**Problem.** Eleven crystal structures of rhenium were relaxed with a gradient-corrected density functional. The column "volume per atom" gives $V$, and "over lowest" gives $E$, the energy per atom above the lowest of these rows.

Crystal structures of Re, calculated with Ansatz 0.2.0 using the PBEsol functional, plane waves and PAW, scalar-relativistic and without spin polarisation, with a 420 eV cutoff and 0.1 eV Gaussian smearing. Cell and atoms were relaxed at zero pressure within the starting symmetry; energies are relative to the lowest row.

```
   found from  space group number  atoms in cell  volume per atom (Å³)  over lowest (meV/atom)
database cell                 166              3                 14.56                     0.0
database cell                 225              1                 14.61                    56.0
       W type                 223              8                 14.77                   172.0
      Ti type                 191              3                 14.78                   177.0
       W type                 229              1                 14.68                   311.0
 changed type                  69              2                 15.56                   725.0
      Ga type                  64              4                 16.46                   826.0
      Sn type                 141              2                 16.03                  1064.0
      Sn type                 191              1                 15.82                  1093.0
       B type                 166             12                 20.11                  1347.0
      Si type                 227              2                 21.88                  1800.0
```

The column "found from" says at most where a search started, and not reliably: the run output shows that the fcc row was reached from an iodine-type cell. The rows are therefore identified here by space group number and atoms in the cell. In the order of the table they are: 9R (166, 3 atoms; a close-packed stacking of nine layers), fcc (225), A15 (223), omega (191, 3 atoms), bcc (229), Fmmm (69), Ga type (64), β-Sn (141), simple hexagonal or sh (191, 1 atom), B type (166, 12 atoms) and diamond (227). Energies are good to about 4 meV per atom; they hold at zero temperature and leave out zero-point motion, which could shift the smallest differences. Relaxation keeps the starting symmetry, so a row is a stationary point within its space group and may be a saddle.

**(a)** Does the volume set the order of the energies? Find the rows that break a smooth $E(V)$ and size the breaks.

**Solution.** Over the whole range the two columns rise together, with a rank correlation of 0.94. Of the 55 pairs of rows, five have the denser structure higher in energy. The bcc cell is denser than A15 and omega yet lies 139 and 134 meV above them. Both β-Sn and sh are denser than the Ga type yet lie 238 and 267 meV above it, and sh is denser than β-Sn and 29 meV higher. These gaps bound the breaks without any fit: a curve that rises with $V$ must put bcc below A15, so its errors on these two rows differ by at least 139 meV. The 5 meV between A15 and omega is of the size of the accuracy, and their order is unresolved.

One limit is that expansion itself costs the energy. Stretching the lowest structure by $\Delta V = V - V_0$, with $V_0 = 14.56$ Å$^3$, costs $B\,\Delta V^2/2V_0$. With a rough recalled bulk modulus $B \approx 370$ GPa and $\Delta V = 0.12$ Å$^3$ for bcc,

$$\frac{3.7\times10^{11}\,\mathrm{Pa}\times(0.12\times10^{-30}\,\mathrm{m^3})^2}{2\times14.56\times10^{-30}\,\mathrm{m^3}} = 1.8\times10^{-22}\,\mathrm{J} \approx 1\ \mathrm{meV},$$

against 311 meV in the table. For the other three dense rows (fcc, A15, omega) the same estimate stays below 4 meV. Among the five dense structures the volume therefore costs next to nothing, and the energy differences belong to the arrangement of the atoms.

An empirical curve $E = a\,(\Delta V/\text{Å}^3)^n$, fitted by unweighted least squares to the ten rows above the lowest, gives $a \approx 710$ meV and $n = 0.45$. The exponent is far from the elastic value of 2, and the curve bends the other way. Its rms error is 167 meV, some forty times the accuracy. The largest misses are sh and β-Sn, 307 and 222 meV above the curve, and the B type, omega and A15, each about 180 to 190 meV below it. The bcc row lies only 40 meV above, because the curve climbs steeply enough to pass near bcc and so overshoots fcc, A15 and omega. Which dense row counts as the outlier is thus a matter of the curve, while the inversion of bcc and A15 is a fact of the table. The correlation suggests that $V$ and $E$ both follow a third quantity.

**(b)** Take the number of neighbours $z$ as that quantity. Derive how energy and bond length depend on $z$ for a partly filled d band, calibrate on fcc and diamond, and estimate simple hexagonal rhenium.

**Solution.** Cohesion in the middle of a transition series comes from filling the lower part of a d band, and the gain is proportional to the band width. The mean square width of the band on one atom, its second moment, counts the paths that hop to a neighbour and back, so it is the sum of the squared hopping integrals. For $z$ equal bonds the width grows as $\sqrt z$, whereas the repulsion of the cores is pairwise and grows as $z$. With $x = d/d_0 - 1$, where $d$ is the bond length and $d_0$ its fcc value,

$$U(x) = zA\,e^{-px} - \sqrt z\,\xi\,e^{-qx},$$

in which $A$ and $\xi$ are strengths and $p > q$ are decay rates. Setting $dU/dx = 0$ gives $zAp\,e^{-px} = \sqrt z\,\xi q\,e^{-qx}$. Choosing $x = 0$ and $U = -E_c$ at $z = 12$, with $E_c$ the cohesive energy of fcc,

$$x_z = \frac{\ln(z/12)}{2(p-q)}, \qquad U_z = -E_c\left(\frac{z}{12}\right)^{\gamma}, \qquad \gamma = \frac{p-2q}{2(p-q)}.$$

Two limits give a scale for $\gamma$. Independent pair bonds would give $\gamma = 1$, and diamond with $z = 4$ would lose two thirds of $E_c$, over 5 eV for a rough recalled $E_c \approx 8$ eV. A band with bonds that cannot shorten ($p \to \infty$) gives $\gamma = 1/2$ and a loss of $8(1 - 1/\sqrt3) = 3.4$ eV. The table has diamond $1800 - 56 = 1744$ meV above fcc, half of the second limit, because four bonds can contract and regain hopping. The concave curve in (a) has another source: as neighbours are lost, the volume grows faster than the energy. From fcc to sh and from sh to diamond four neighbours are lost each time, but in the table the second step adds about five times the volume of the first and less energy.

The volumes fix the bond lengths of the two cubic cells at 2.744 Å (fcc) and 2.422 Å (diamond). Then

$$p - q = \frac{\ln 3}{2\,(1 - 2.422/2.744)} = 4.68, \qquad \gamma = -\frac{\ln(1 - 1744/8000)}{\ln 3} = 0.224 .$$

These two rows are reproduced by construction and test nothing. The separate values of $p$ and $q$ shift with the assumed $E_c$ and carry no meaning of their own. They also give fcc a bulk modulus, $pqE_c/9V$, of only about half the rough value used in (a), a sign that one pair of decay rates does not span the range from diamond to fcc. The calculation was run without spin polarisation, so the zero moment is imposed. A magnetic state, which is most plausible in the expanded diamond and B type cells, could only lower those rows and would move this calibration.

Simple hexagonal rhenium took no part in the calibration. With six neighbours in the plane and two along the axis at an assumed equal distance, $z = 8$:

$$\Delta E = 8000\,[\,1 - (2/3)^{0.224}\,] \approx 694\ \mathrm{meV}, \qquad d = 2.744\left[1 + \frac{\ln(2/3)}{2\times4.68}\right] = 2.625\ \text{Å},$$

and $V = (\sqrt3/2)\,d^3 = 15.67$ Å$^3$. The table has 15.82 Å$^3$, so the model volume is 1.0 % below it. The table energy over fcc is $1093 - 56 = 1037$ meV, which is 343 meV above the model.

For structures with unequal bonds the sums run over the near shells of each site, and the scale of the cell is relaxed in the model. Six rows outside the calibration can be treated in this way: 9R, A15, omega, bcc, β-Sn and sh, with ideal axial ratios assumed for 9R, omega, β-Sn and sh. Five of the six volumes come out within 1 % of the table, β-Sn being 4 % too small. For the dense rows this says little, since they span less than 2 % in volume; sh is the sharper test. The energies come out with an rms error of 227 meV, worse than the 187 meV that the volume curve achieves on the same six rows, but five of them entered that curve's fit and the sixth, 9R, lies on it by construction. Counting neighbours accounts for open structures being large and costing of the order of 1 eV, and it fails on the few hundred meV that decide the order within each group.

**(c)** Size the breaks against the coordination model, decide which of them are properties of the model and which of rhenium, and name their cause.

**Solution.** The model has a resolution of its own. It keeps near shells only, and the six second neighbours of fcc at $\sqrt2\,d_0$, if counted, would add a fraction of one bond, worth one to three hundred meV. Omega, 34 meV above the model, is therefore no break. β-Sn, 142 meV below the model, is no safe one either. It was counted with six neighbours, but in the ideal cell four more sit at $\sqrt{3/2}\,d$, and counting them would lower the model energy and enlarge its volume. These four lie at 3.155 Å, barely beyond the second shell of bcc at 3.085 Å that is counted below, so the cut between the two rows is arbitrary. Both misses have the sign of that omission, and four bonds at that distance are worth more than the 142 meV: with the shell included, β-Sn lies above the model by several hundred meV.

*bcc and A15.* The bcc cell has eight neighbours at 2.672 Å and six at 3.085 Å. In the limit where the second shell is ignored, $z = 8$ puts bcc 694 meV above fcc, with $V = [4/(3\sqrt3)]\times2.625^3 = 13.9$ Å$^3$, which is 5 % below the table. With the second shell given its exponential weight, bcc falls 122 meV below fcc and its volume is within 0.7 %. The table value of 255 meV above fcc lies between these limits, so the sign of the break rests on the counting, and the volume speaks for the second. On that counting bcc is 377 meV too high (357 to 405 meV as $E_c$ goes from 9 to 7 eV). This is the largest residual of the near-shell counting only. Counting the second shell of fcc as well lowers the reference, and the bcc residual can shrink to within the resolution of the model, below those of sh and β-Sn. What is firm is the order in the table, with bcc well above the close-packed rows and above A15 at nearly the same volume. A15, with sites of 12 and 14 neighbours, is 161 meV too high on the same counting, which is within the resolution of the model and fixes not even a sign.

The cause is standard band theory and is argued here, since energies and volumes alone cannot display it. The second moment fixes the width of the band and says nothing of its shape. The bcc d band has two peaks, bonding and antibonding, with a valley between them. At fixed width, two peaks give the largest gain when the lower one is just full, near half filling, and this is why the metals of groups 5 and 6 are bcc. For a band nearly empty or nearly full, the gain comes from states far out in the tails, and a two-peaked band, having short tails, loses to the single-humped close-packed band. Rhenium has one electron more than tungsten, and in bcc that electron must enter the rising flank of the antibonding peak. A high density of states at the Fermi level also invites a distortion, and bcc rhenium is known to be dynamically unstable, so this row is best read as a saddle held by symmetry. A15 belongs to the tetrahedrally packed phases that compete with bcc near group 6 and survive to somewhat higher electron counts, which fits its place between bcc and the close-packed rows. The argument predicts the neighbours: for tungsten bcc drops to the bottom with A15 close above it, and for osmium bcc rises further than here.

*9R against fcc.* Both have twelve first and six second neighbours, so the model gives them the same energy, and the table separates them by 56 meV, fourteen times the accuracy. This break does not depend on how the near shells are weighted. A close-packed layer is called h if the layers above and below it coincide and c if they do not. Fcc is all c, and 9R repeats hhc. Telling h from c requires a path that reaches two layers away and returns, which takes four hops or more, so the difference first enters at the fourth or a higher moment. A difference that starts at a high moment is small and changes sign several times as the band fills, and groups 7 and 8 lie in a window that favours h. The relaxed 9R cell shows a matching anisotropy: with the relaxed cell edge and volume, twice the mean layer spacing over the in-plane distance is 1.611, which is 1.3 % below the ideal 1.633 that cubic symmetry forces on fcc. In iridium, past the window, the sign should reverse. Spin-orbit coupling is absent from the calculation and is sizeable in 5d metals, so the 56 meV is a scalar-relativistic value whose size may shift.

*The open structures.* Inverting $U_z$ turns each energy into an effective coordination: 7.6 for the Ga type, 6.6 for β-Sn, 6.5 for sh. The parent structures have about seven, six and eight close neighbours. If the relaxed cells keep these counts, which is an assumption, the Ga type may lie below β-Sn because it has more bonds, its larger volume reflecting a looser packing of them, and sh is out of place; once its four further neighbours are counted, β-Sn is out of place in the same direction. The case of sh is the plainer one. Its break of 343 meV hardly moves with $E_c$, and further shells would lower the model and widen it. A second-moment model knows only the width of the band, so the shape of the sh band is one suspect and the calibration on distant diamond another, but energies and volumes cannot decide it; a density of states would be needed. The B type lies 265 meV above the value for a nominal 6.5 neighbours, as if about one bond per atom were lost. Weak links between the icosahedra are a possible reason, which is a guess, and the imposed zero moment is another. Fmmm behaves as an eightfold structure on this scale, which restates its energy and tests nothing.

The stacking result bears on the zero of the energy scale. Rhenium is known to crystallise in the all-h, hexagonal close-packed structure, which is not among the rows, and 9R is two thirds of the way there from fcc. If the energy fell linearly with the share of h layers, pure h stacking would lie 28 meV below 9R, a figure good only as an order of magnitude. That line rests on two points and ignores any interaction between neighbouring h layers. Whether the last third of the layers gains as much as the first two thirds, or whether the gain is nearly exhausted at hhc, is the question these numbers leave open.
